Appendix A. Pair additivity of the solute–solvent energy in the energy-representation functional

A.1 Where the assumption enters

Energies are in kcal/mol, lengths in Å and dipoles in D. Electrostatics is written in Gaussian form, and β = 1/kT. The solute is rigid and fixed at the origin, and solvent positions, orientations and fields refer to its body frame. A pair potential v(x) between the solute and one solvent molecule with coordinates x defines the instantaneous distribution

(A1) ρ̂(ε) = Σ_i δ(v(x_i) − ε).

Its average is ρ(ε) in the solution and ρ0(ε) in the reference solvent, where the solute is an uncoupled test particle. The functional of Matubayasi and Nakahara assumes that the whole solute–solvent energy is a sum of such pair terms,

(A2) U = Σ_i v(x_i) = ∫dε ε ρ̂(ε).

Take couplings U_λ = ∫dε u_λ(ε) ρ̂(ε) with u_0 = 0 and u_1 = ε. The charging formula and an integration by parts in λ give

(A3) μ* = ∫dλ ∫dε (∂u_λ/∂λ) ρ_λ = ∫dε ε ρ − ∫dλ ∫dε u_λ ∂ρ_λ/∂λ,

with λ running from 0 to 1. Choose u_λ so that ρ_λ = ρ0 + λ(ρ − ρ0), and define the dimensionless indirect potential w_λ = −ln(ρ_λ/ρ0) − βu_λ. The solvent is taken as open, which fixes the additive constant in u_λ. The logarithm integrates over λ to ρ ln(ρ/ρ0) − (ρ − ρ0), so that

(A4) βμ* = −∫dε [(ρ − ρ0) + wρ − F(ρ − ρ0)], w = −ln(ρ/ρ0) − βε, F = ∫dλ w_λ.

If w_λ is linear in λ (HNC-like path), F = w/2. If exp(−w_λ) is linear in λ (PY-like path), F = w + 1 + w/(exp(−w) − 1). In the repulsive core ρ vanishes and w must be obtained from correlations in the reference solvent, a point that plays no part below.

Assumption (A2) is used twice. It makes ⟨∂U_λ/∂λ⟩ in (A3) a linear functional of the one-molecule distribution ρ_λ. It also supplies the end point u_1 = ε, which puts βε into w. A term of U that involves two solvent molecules at once cannot be written as ∫dε u ρ̂ for any u, so no choice of F recovers it.

A.2 A polarisable solute

The simplest such term is the electronic polarisation of the solute. Let the solute have a permanent dipole m0 and an isotropic polarisability α. Let the solvent be non-polarisable and produce the field E = Σ_i E_i at the solute. The induced dipole follows the field adiabatically:

(A5) U_el = min over p of [−(m0 + p)·E + p²/(2α)] = −m0·E − (α/2)|E|².

The square contains the cross terms −α Σ_{i<j} E_i·E_j, which violate (A2). Additivity is restored by freezing the induced dipole at a fixed vector p̄, the classical counterpart of freezing the solute's electron density in a QM/MM calculation. With m̄ = m0 + p̄,

(A6) U_ref = −m̄·Σ_i E_i + p̄²/(2α), η = U_el − U_ref = −(α/2)|E − p̄/α|².

U_ref is pair additive apart from a constant distortion energy. Let μ_ref be p̄²/(2α) plus the solvation free energy of the frozen solute, to which (A4) applies. Then, exactly,

(A7) μ* = μ_ref + δμ, δμ = −kT ln⟨exp(−βη)⟩_ref.

Since η ≤ 0 in every configuration, δμ ≤ 0, and the exact μ_ref is an upper bound on μ* for every p̄. Its gradient is ∂μ_ref/∂p̄ = p̄/α − ⟨E⟩_ref, so the best bound has p̄ = αĒ with Ē = ⟨E⟩_ref. With that choice η = −(α/2)|δE|², where δE = E − Ē, and the first cumulant of (A7) is the first correction:

(A8) δμ₁ = −(α/2)⟨|δE|²⟩_ref.

The variance follows from the response of the mean field to the frozen dipole. The configurational weight contains exp(βm̄·E), hence ⟨δE_a δE_b⟩ = kT ∂Ē_a/∂m̄_b. If the non-electrostatic part of v is spherical about the dipole, Ē points along m̄ and its magnitude Ē(m̄) depends on the magnitude m̄ only. Each transverse variance is then kT Ē/m̄ and the longitudinal one is kT dĒ/dm̄:

(A9) δμ₁ = −(α kT/2)[2Ē/m̄ + dĒ/dm̄] = −kT (p̄/m̄)(2 + R)/2, R = d ln Ē/d ln m̄.

A variance cannot be negative, so R ≥ 0 and |δμ₁| ≥ kT p̄/m̄. The mean induced dipole alone sets a floor under the correction.

For a linear solvent, Ē = g m̄, all orders can be summed. The field around the apolar core is Gaussian with zero mean and variance kT g per component. With γ = αg < 1, the Gaussian integral of exp(−βU_el) gives the electrostatic part of μ*,

(A10) μ_el = −g m0²/[2(1 − γ)] + (3/2) kT ln(1 − γ).

Self-consistency gives m̄ = m0/(1 − γ), and −g m̄²/2 + p̄²/(2α) reproduces the first term of (A10), which is therefore the electrostatic part of μ_ref. The second term is δμ. It expands as −(3/2)kTγ − (3/4)kTγ², the first piece being (A9) at R = 1. Relative to the free energy −g m0²/2 of the unpolarised dipole, δμ₁ is the fraction 3αkT/m0², from which g has cancelled.

A.3 Inputs for water at 673 K

Here kT = 1.3374 kcal/mol and 1 D²/Å³ = 14.393 kcal/mol, which is 10.762 kT. The approximate inputs are m0 = 1.85 D and α = 1.45 Å³ for the solute, and m_s = 2.35 D for the solvent, typical of rigid three-site models. Then βm0² = 36.83 Å³, βm_s² = 59.43 Å³ and α/(βm0²) = 0.0394. The fraction 3αkT/m0² is 0.118, against 0.052 at 298 K. For a linear solvent the relative weight of the correction grows in proportion to T.

A.4 Liquid-like state, 0.6 g/cm³

Take the reaction-field factor of a point dipole in a spherical cavity of radius a, g = 2(ε_r − 1)/[(2ε_r + 1)a³]. A typical permittivity ε_r ≈ 12 gives g a³ = 0.88. The radius is the weak point. The sphere that holds the volume per molecule has a = 1.9 Å at 1.0 g/cm³ and 2.3 Å at 0.6 g/cm³, and these values bracket the table. The column "mean pol." is the part −g m0² γ/[2(1 − γ)] of μ_ref that is gained by polarising the solute to m̄. Free energies are electrostatic parts in kcal/mol.

a (Å) | γ | m̄ (D) | μ_ref | mean pol. | δμ₁ | δμ
1.9 | 0.186 | 2.27 | −3.9 | −0.72 | −0.37 | −0.41
2.1 | 0.138 | 2.15 | −2.7 | −0.38 | −0.28 | −0.30
2.3 | 0.105 | 2.07 | −2.0 | −0.21 | −0.21 | −0.22

The correction is −0.2 to −0.4 kcal/mol, and it is about 11 % of μ_ref in every row. The first cumulant carries nearly all of it. It is of the same order as the mean polarisation, and equals it to two figures at the largest radius, so a calculation that includes the average distortion of the solute but omits the fluctuation is unbalanced at this temperature. Nonlinear response at a given m̄ multiplies δμ₁ by (2 + R)/3. Complete longitudinal saturation, R = 0, would leave −0.18 kcal/mol in the middle row. The value R = 1.7 found below for the dilute gas gives a factor 1.2 and −0.34 kcal/mol.

The table treats all of ε_r as orientational, as it is in a non-polarisable solvent model. In a polarisable solvent the electronic part of the response does not fluctuate thermally. The Clausius–Mossotti relation with α = 1.45 Å³ gives ε_∞ = 1.4 at this density, for which g a³ = 0.21. As a rough measure, a fraction 0.24 of g would then drop out of (A8).

A.5 Gas-like state, 0.1 g/cm³

At low density the field comes from occasional close neighbours and is not Gaussian. To first order in the number density n the average can be done without a continuum. Model the pair as point dipoles with a hard core σ, for which 2.9 Å is a typical O–O contact distance. A solvent dipole at distance r, at angle arccos q to the line of centres, produces a field of magnitude m_s s/r³ with s² = 1 + 3q². Averaging exp(βm·E) over the relative direction of the solute dipole gives sinh z/z with z = x s t, where x = βm m_s/σ³ and t = σ³/r³. Since r²dr = −σ³dt/(3t²), the dipolar part of the free energy is

(A11) βμ_dip = −ψ Φ(x), ψ = 4πnσ³, Φ(x) = (1/3)∫dt t⁻² ∫dq [sinh z/z − 1] = Σ_{k≥1} A_k x^{2k}/[(2k + 1)!(6k − 3)],

with t and q from 0 to 1 and A_k = ∫dq (1 + 3q²)^k, so that Φ = x²/9 + x⁴/225 + …. Because Ē = −dμ_dip/dm, one has βmĒ = ψ xΦ′ and βm² dĒ/dm = ψ x²Φ″. Equation (A9) becomes

(A12) βδμ₁ = −[α/(2βm²)] ψ L(x), L = x²Φ″ + 2xΦ′.

The leading term of Φ gives Ē/m = 2y/σ³ with y = 4πnβm_s²/9. This is the dilute limit of the reaction-field factor with a = σ, so in the gas the relevant radius is the distance of closest approach.

As p̄ is itself of order n, m = m0 at this order. With n = 3.343 × 10⁻³ Å⁻³ one finds ψ = 1.025 and x = 1.918, and the series gives Φ = 0.479, xΦ′ = 1.119, x²Φ″ = 1.863 and L = 4.101. Hence R = 1.7. The linear value of L would be 2x²/3 = 2.452, so Boltzmann weighting of close pairs enlarges the correction by a factor 1.7. The results are μ_dip = −0.66 kcal/mol, p̄ = 0.08 D and δμ₁ = −0.11 kcal/mol, which is 17 % of μ_dip.

Higher cumulants are bounded at this order in n. The exact integrand replaces ζ = βα|E_i|²/2 by exp(ζ) − 1. The largest ζ, reached by a solvent dipole at contact and parallel to the line of centres, is 2αβm_s²/σ⁶ = 0.29, so |δμ| exceeds |δμ₁| by less than a factor 1.16. The series gives d ln|δμ₁|/d ln σ = −6.2, a relative change of 0.2 for 0.1 Å. The next order in density is larger still. The Onsager equation (ε_r − 1)(2ε_r + 1)/(9ε_r) = y gives g a³ = 2y(1 − y) to second order, and y = 0.28 here. Only one figure survives: δμ ≈ −0.1 kcal/mol.

At order n the variance in (A8) is a sum of single-neighbour terms ⟨|E_i|²⟩. In the gas the frozen-dipole reference therefore misses mostly pair induction, which does not conflict with (A2) and can be placed in the defining potential, v(x_i) = −m0·E_i − (α/2)|E_i|² plus the core. What then remains is the cross term −α Σ_{i<j} E_i·E_j, of order n². For uncorrelated neighbours its average is −(α/2)Ē², or −[α/(2βm0²)](ψ xΦ′)² kT = −0.03 kcal/mol. Solvent–solvent correlation contributes at the same order. The screening factor above puts that contribution near y|δμ₁| = 0.03 kcal/mol with the opposite sign. The truly non-additive energy at 0.1 g/cm³ is thus a few hundredths of a kcal/mol, and this model does not fix its sign.

A.6 Terms left out, and the overall size

Two further terms are not negligible against δμ₁. The first is the quadrupole field of the solvent. For a traceless tensor Θ defined by the potential Θ_ab r_a r_b/r⁵, the orientationally averaged squared field is 2Θ:Θ/r⁸, against 2m_s²/r⁶ for the dipole. Integration from σ outward gives the ratio (3/5)Θ:Θ/(m_s²σ²). With approximate principal values +2.5, −2.5 and 0 D Å this is 0.16 before Boltzmann weighting, which favours short range. The second is the polarisation of the solvent by the solute. At order n it follows from (A12) on exchanging the two dipoles, which gives (m0/m_s)² δμ₁ = −0.07 kcal/mol. A fixed-charge solvent covers it only implicitly, through an m_s larger than m0, and adding it on top would count part of it twice. The anisotropy of α and the response of the solute to field gradients are also omitted.

Within these limits, dropping (A2) for the solute's polarisation lowers μ* of water in water at 673 K below the frozen-dipole value by about 0.1 kcal/mol at 0.1 g/cm³ and by 0.2 to 0.4 kcal/mol at 0.6 g/cm³, between a tenth and a sixth of the dipolar solvation free energy. A shift of 0.3 kcal/mol is 0.22 kT and changes exp(−βμ*) by a factor 1.25. The shift always has the same sign and is independent of the path chosen for F. It is obtained from (A7) or (A8) by recording the total field at the solute in the same solution run that yields ρ(ε).